Dear colleague,

The rounded dimples and sharp ridges on your etched glass follow from one equation, which can be solved exactly. The main results are that the floor of a scratch acquires a radius equal to the thickness removed, and that deep scratches swallow shallow ones.

**Premises**

The surface is a graph $z(\mathbf x,t)$ over the plane of the plate, with glass below and liquid above. I use $d=2$ for a general surface and $d=1$ across a long straight scratch. Lengths are in nm or µm and times in minutes. I assume:

1. The glass is homogeneous and isotropic, and the etch is limited by the surface reaction.
2. The surface recedes along its normal at speed $V=v(1+\ell K)$. Here $K=-\nabla\cdot[\nabla z/\sqrt{1+|\nabla z|^2}]$ is the sum of the principal curvatures, positive on crests, and $\ell>0$ is a small phenomenological length, so crests etch slightly faster than troughs.
3. Slopes are small, $|\nabla z|^2\ll1$.
4. The initial profile $h_0$ is bounded and Lipschitz, $|h_0(\mathbf y)-h_0(\mathbf y')|\le L|\mathbf y-\mathbf y'|$. Kinks are allowed.

The outward normal is $(-\nabla z,1)/\sqrt{1+|\nabla z|^2}$, so the outward normal velocity is $z_t/\sqrt{1+|\nabla z|^2}$. Setting it equal to $-V$ gives $z_t=-V\sqrt{1+|\nabla z|^2}$. Expand with $\sqrt{1+p^2}=1+p^2/2-p^4/8+\dots$ and $K\simeq-\nabla^2z$, and measure height from the receding flat face, $h=z+vt$:

$$h_t=\nu\nabla^2h+\frac{\lambda}{2}|\nabla h|^2,\qquad \lambda=-v,\quad \nu=v\ell. \tag{1}$$

This is the growth equation of Kardar, Parisi and Zhang (1986) without its noise. Growth along the normal has $\lambda>0$ and etching has $\lambda<0$. The dropped term $+v|\nabla h|^4/8$ is $|\nabla h|^2/4$ times the size of the kept quadratic one, and the curvature term is likewise correct up to relative order $|\nabla h|^2$.

**Linearisation**

Try $w=f(h)$. The chain rule gives $w_t=f'h_t$ and $\nabla^2w=f'\nabla^2h+f''|\nabla h|^2$, so with (1)

$$w_t-\nu\nabla^2w=\left(\tfrac{\lambda}{2}f'-\nu f''\right)|\nabla h|^2 .$$

The bracket vanishes for $f=\exp(\lambda h/2\nu)$, which is unique up to a factor and an additive constant. This is the substitution of Hopf (1950) and Cole (1951). For arbitrary smooth $h$ the same algebra reads

$$w_t-\nu\nabla^2w=\frac{\lambda w}{2\nu}\left[h_t-\nu\nabla^2h-\frac{\lambda}{2}|\nabla h|^2\right],\qquad w=e^{\lambda h/2\nu}.$$

Since $w>0$, $h$ solves (1) exactly when $w$ solves the diffusion equation $w_t=\nu\nabla^2w$.

**Green's function**

A Fourier mode $e^{i\mathbf k\cdot\mathbf x}$ decays as $e^{-\nu k^2t}$. A point source contains all modes with equal weight, and completing the square in each Cartesian component gives

$$G(\mathbf x,t)=\int\frac{d^dk}{(2\pi)^d}\,e^{i\mathbf k\cdot\mathbf x-\nu k^2t}=\frac{e^{-|\mathbf x|^2/4\nu t}}{(4\pi\nu t)^{d/2}} .$$

$G$ solves the diffusion equation for $t>0$, integrates to one, and concentrates at the origin as $t\to0$. Hence $w=\int G(\mathbf x-\mathbf y,t)\,e^{\lambda h_0(\mathbf y)/2\nu}d^dy$ solves the equation with the right initial value. By the maximum principle it is the only bounded solution, and it is positive because the integrand is, so its logarithm exists.

For etching, define the thickness removed $s=vt$ and the length $\varepsilon=2\nu/v=2\ell$. Then $\lambda/2\nu=-1/\varepsilon$ and $4\nu t=2\varepsilon s$, and the exact solution of (1) is

$$h(\mathbf x,t)=-\varepsilon\ln\int\frac{d^dy}{(2\pi\varepsilon s)^{d/2}}\,e^{-\Phi(\mathbf y)/\varepsilon},\qquad \Phi(\mathbf y)=h_0(\mathbf y)+\frac{|\mathbf x-\mathbf y|^2}{2s}. \tag{2}$$

Rate and time enter only through $s$. Formula (2) has the form of a free energy at "temperature" $\varepsilon$, so small $\varepsilon$ should select the minimum of $\Phi$.

**The limit $\nu\to0$**

Let $m(\mathbf x,s)=\min_{\mathbf y}\Phi$, attained at some $\mathbf y^*$ because $\Phi$ is continuous and grows without bound at large $|\mathbf y|$. I bound $h-m$ from both sides.

*Upper bound.* Put $\mathbf y=\mathbf y^*+\mathbf u$. Expanding the square and using premise 4,

$$\Phi-\frac{|\mathbf u|^2}{2s}\le m+L|\mathbf u|-\frac{\mathbf u\cdot(\mathbf x-\mathbf y^*)}{s}.$$

The integral in (2) is the average of $\exp[-(\Phi-|\mathbf u|^2/2s)/\varepsilon]$ over a normalised Gaussian in $\mathbf u$ with variance $\varepsilon s$ per component. Jensen's inequality, $\langle e^{X}\rangle\ge e^{\langle X\rangle}$, together with $\langle\mathbf u\rangle=0$ and $\langle|\mathbf u|\rangle\le\langle|\mathbf u|^2\rangle^{1/2}=\sqrt{d\varepsilon s}$, gives $h\le m+L\sqrt{d\varepsilon s}$.

*Lower bound.* Take $0<\theta\le\frac12$ and split the quadratic term into fractions $1-\theta$ and $\theta$. Then $\Phi\ge m'+\theta|\mathbf x-\mathbf y|^2/2s$, where $m'=m(\mathbf x,s')$ with $s'=s/(1-\theta)$. The remaining Gaussian integrates to $\theta^{-d/2}$, so $h\ge m'-\frac d2\varepsilon\ln(1/\theta)$. The minimiser $\mathbf y'$ for $s'$ obeys $|\mathbf x-\mathbf y'|\le Ls'$. Otherwise a small step $\delta$ towards $\mathbf x$ would lower the quadratic term by $\delta|\mathbf x-\mathbf y'|/s'$ to first order, more than the $L\delta$ by which $h_0$ can rise. Therefore $m\le\Phi(\mathbf y')=m'+\theta|\mathbf x-\mathbf y'|^2/2s\le m'+\theta L^2s/[2(1-\theta)^2]\le m'+2\theta L^2s$. Choosing $\theta=\varepsilon/s$, allowed for $\varepsilon\le s/2$,

$$-2L^2\varepsilon-\frac d2\,\varepsilon\ln\frac s\varepsilon\;\le\;h-m\;\le\;L\sqrt{d\varepsilon s}. \tag{3}$$

Both sides vanish as $\varepsilon\to0$, uniformly in $\mathbf x$, which proves the Hopf–Lax formula for etching:

$$h(\mathbf x,t)=\min_{\mathbf y}\left[h_0(\mathbf y)+\frac{|\mathbf x-\mathbf y|^2}{2|\lambda|t}\right]\qquad(\lambda<0). \tag{4}$$

If $h$ solves (1) with $\lambda$, then $-h$ solves it with $-\lambda$. For growth this turns (4) into $h=\max_{\mathbf y}[h_0(\mathbf y)-|\mathbf x-\mathbf y|^2/2\lambda t]$ with $\lambda>0$. The sign matters: growth remembers the peaks of the starting surface and etching remembers the pits.

The upper bound in (3) is generous. Where $\mathbf y^*$ is unique, $h_0$ is smooth there with Hessian $\mathsf H_0$, and $\mathsf H_0+\mathsf 1/s$ is positive definite, expand $\Phi$ to second order (Laplace's method). The Gaussian integral is $(2\pi\varepsilon)^{d/2}[\det(\mathsf H_0+\mathsf 1/s)]^{-1/2}e^{-m/\varepsilon}$, so

$$h\simeq m+\frac{\varepsilon}{2}\ln\det(\mathsf 1+s\mathsf H_0). \tag{5}$$

For $h_0=\kappa y^2/2$ in $d=1$ this is exact: $h=\kappa x^2/[2(1+\kappa s)]+\frac\varepsilon2\ln(1+\kappa s)$.

**The shape that results**

*Curvature bound.* Expanding the square in (4), $h-|\mathbf x|^2/2s=\min_{\mathbf y}[h_0(\mathbf y)+|\mathbf y|^2/2s-\mathbf x\cdot\mathbf y/s]$. A minimum of functions affine in $\mathbf x$ is concave. So the second derivative of $h$ along any direction is at most $1/s$, and the slope can jump only downwards. Sharp ridges are allowed and sharp valleys are not.

*Bowls.* The bound is reached wherever $\mathbf y^*$ stays fixed as $\mathbf x$ varies, which happens at a sharp pit: there $h=-D+|\mathbf x-\mathbf y^*|^2/2s$, an upward-opening paraboloid with both principal curvatures $1/(|\lambda|t)$. A line scratch gives a parabolic cylinder instead. A smooth trough has curvature $\kappa/(1+\kappa s)$ by the result under (5), which approaches $1/s$ for $\kappa s\gg1$. For a crest, $\kappa<0$, that expression diverges at $s=1/|\kappa|$, so a ridge has formed by then.

*One V-groove.* Take $h_0=-D+a|y|$ for $|y|<W=D/a$ and $h_0=0$ outside, with $x>0$. On each straight piece $\Phi$ is a parabola, and the concave corners at the rims cannot be minima. Three candidates remain. The tip $y=0$ is a local minimum when $x/s\le a$, with value $-D+x^2/2s$. A wall point $y=x-as$ exists for $as\le x\le as+W$, with value $-D+ax-a^2s/2$. The flat face, $y=x>W$, has value 0. The wall value crosses zero at $x=W+as/2$, and the wall strip between $as$ and that rim closes at $s_1=2W/a=2D/a^2$. For $s>s_1$ every wall value is at least $-D+a^2s/2>0$ and never wins, so

$$h=\min\left(0,\,-D+\frac{x^2}{2s}\right),\qquad x_{\rm rim}=\sqrt{2Ds},\qquad \text{rim slope}=\sqrt{2D/s}. \tag{6}$$

The depth below the flat face stays $D$, the width grows as $\sqrt t$, and the original wall angle is forgotten.

*Coarsening.* Put tips of depth $D_1>D_2$ at $0$ and $b$, with $\Delta=D_1-D_2$. Equating $-D_1+x^2/2s$ and $-D_2+(x-b)^2/2s$, the $x^2$ terms cancel and

$$x_r=\frac b2+\frac{s\Delta}{b},\qquad J=\frac bs, \tag{7}$$

where $J$ is the drop in slope across the ridge. The ridge drifts towards the shallower tip and passes over its floor at $s_2=b^2/2\Delta$, after which no local minimum marks that scratch. In $d=2$ the same cancellation makes the ridges project onto straight lines, so point pits tile the face with convex polygons. A pit keeps its floor only if no pit deeper by $\Delta$ lies within $\sqrt{2s\Delta}$, for any $\Delta$. The cells therefore coarsen at a rate set by the distribution of depths. Pits of equal depth do not coarsen: their ridges stay midway and sink, with height $b^2/8s$ above the floors.

**What a finite $\nu$ changes**

*Ridges.* Near a ridge two minima contribute to (2). Absorbing their slowly varying prefactors into $\Phi_{1,2}$, $h=-\varepsilon\ln(e^{-\Phi_1/\varepsilon}+e^{-\Phi_2/\varepsilon})$ with $\Phi_1-\Phi_2=J(x-x_r)$. Differentiating,

$$h_x=\frac{x-b/2}{s}-\frac J2\tanh\frac{J(x-x_r)}{2\varepsilon}. \tag{8}$$

The ridge is rounded over a half-width $2\varepsilon/J$ and lowered by $\varepsilon\ln2$ at the crossing point.

*Floors.* At a V tip (5) does not apply. For long walls and $x=0$, completing the square in (2) gives $h+D=-\varepsilon\ln(e^{\zeta^2}\operatorname{erfc}\zeta)$ with $\zeta^2=a^2s/2\varepsilon$. For $\zeta\gg1$ the weight $e^{-a|y|/\varepsilon}$ is much narrower than the Gaussian, so the $y^2$ part of $(x-y)^2/2s$ may be dropped. With $p=x/s$ and $|p|<a$, $\int e^{-(a|y|-py)/\varepsilon}dy=2\varepsilon a/(a^2-p^2)$, and

$$h\simeq-D+\frac{x^2}{2s}+\frac\varepsilon2\ln\frac{\pi a^2s}{2\varepsilon}+\varepsilon\ln\left(1-\frac{x^2}{a^2s^2}\right). \tag{9}$$

At $x=0$ this agrees with $e^{\zeta^2}\operatorname{erfc}\zeta\to1/(\zeta\sqrt\pi)$. The groove fills logarithmically in time, while its floor curvature falls only by the fraction $2\varepsilon/a^2s$.

**Range of validity**

*Slopes.* For $\ell=0$ the unexpanded problem has a Huygens solution. A point is removed once its distance from the original liquid is at most $s$, so $h=\min_{\mathbf y}[h_0(\mathbf y)+s-\sqrt{s^2-r^2}]$ with $r=|\mathbf x-\mathbf y|\le s$. Since $s-\sqrt{s^2-r^2}=r^2/2s+r^4/8s^3+\dots$, the true bowls are spherical caps of radius $s$, and (4) holds to relative order $(r/s)^2/4$. Solving $s-\sqrt{s^2-x^2}=D$ gives the exact half-width $\sqrt{2Ds-D^2}$, which (6) exceeds by the fraction $D/4s$ to leading order. This comparison needs no small initial slope: an open vertical crack of depth $D$ obeys (6) once $s\gg D$, although (1) fails for it at early times.

*Curvature term.* Formula (4) needs the logarithmic rise in (5) or (9) to be small against the depths of interest, and $2\varepsilon/J$ small against the cell size. Linearity in $K$ needs $\ell|K|\ll1$. On a rounded ridge the tanh term of (8) gives $K=J^2/4\varepsilon$, so $\ell K=J^2/8$, which is small whenever the slopes are.

*Physics left out.* Transport limitation in narrow cracks, redeposition, masking particles, faster attack on strained or damaged glass, and random local rate variations all break premise 1. Crystals with orientation-dependent rates are excluded.

**Numbers for a scratched fused-silica wafer**

I take fused silica, the amorphous SiO$_2$ of photomask blanks and close kin to thermal oxide, with $v=100$ nm/min, a typical order for room-temperature wet etching of such oxide. The rest is assumed for illustration: two parallel V-scratches with $D_1=50$ nm, $D_2=20$ nm, wall slope $a=0.25$ and spacing $b=1.0$ µm, so $W_1=200$ nm and $W_2=80$ nm. I also assume $\ell=1$ nm, so $\varepsilon=2$ nm and $\nu=100$ nm²/min.

*Loss of the walls.* They vanish at $s_1=1.6$ µm (16 min) for the deep scratch and 0.64 µm for the shallow one. On the walls the dropped quartic term is $a^2/4=0.016$ of the quadratic one. In the Huygens solution the wall is tangent to the cap where the slope is $a$, and it vanishes when that point reaches the flat face, at $s_1=D_1/[1-(1+a^2)^{-1/2}]=1.67$ µm, later by 4.7 per cent.

*The deep scratch alone at 40 min*, $s=4.0$ µm. Formula (6) gives floor radius 4.0 µm, half-width 632 nm and rim slope 0.16. The spherical cap has half-width 630 nm, so the small-slope expansion costs 0.3 per cent. The assumed $\ell$ matters more. With $\zeta^2=62.5$, (9) raises the floor by 5.3 nm, leaving a depth of 45 nm. The flat face enters the integral (2) at the floor with relative factor $e^{-D_1/\varepsilon}=e^{-25}$ and is negligible. With $as=1.0$ µm, the zero of (9) puts the rim at 0.60 µm rather than 0.63 µm. The floor curvature changes by the fraction 0.016 at leading order, below 2 per cent, so the radius is the robust prediction.

*The pair.* In the limit (4) the rims touch when $\sqrt{2s}\,(\sqrt{D_1}+\sqrt{D_2})=b$, at $s=3.8$ µm (38 min), after both walls have gone. At 80 min, $s=8.0$ µm, (7) puts the ridge 740 nm from the deep tip, 34.2 nm above the deep floor and 4.2 nm above the shallow one, with $J=0.125$. The ridge crosses the shallow floor at $s_2=16.7$ µm (167 min). The Huygens value, $(b^2+\Delta^2)/2\Delta$, is larger by 0.09 per cent. With $\varepsilon=2$ nm the large logarithms in (9) are equal for the two scratches and cancel in the ridge position, and the last terms move it 2 nm towards the shallow tip. The rounding half-width is 32 nm and the lowering at the crossing is 1.4 nm, a fraction 0.33 of the 4.2 nm barrier. The barrier height is thus sensitive to $\ell$, and the shallow minimum disappears before 167 min in the model with finite $\nu$.

These numbers are the model's, for assumed clean grooves. On real glass a scratch that has fractured typically carries cracks several to tens of times deeper than the visible groove, and the etch opens them. A model fed with the groove depth then underestimates the dimple depth by that factor and, by (6), the width by its square root: 3.2 for a crack ten times deeper. For such scratches $D$ must be read as the crack-tip depth. It can be recovered from a late-time profile of an isolated dimple, for $s\gg D$ and negligible $\ell$, as $D=x_{\rm rim}^2/2s$.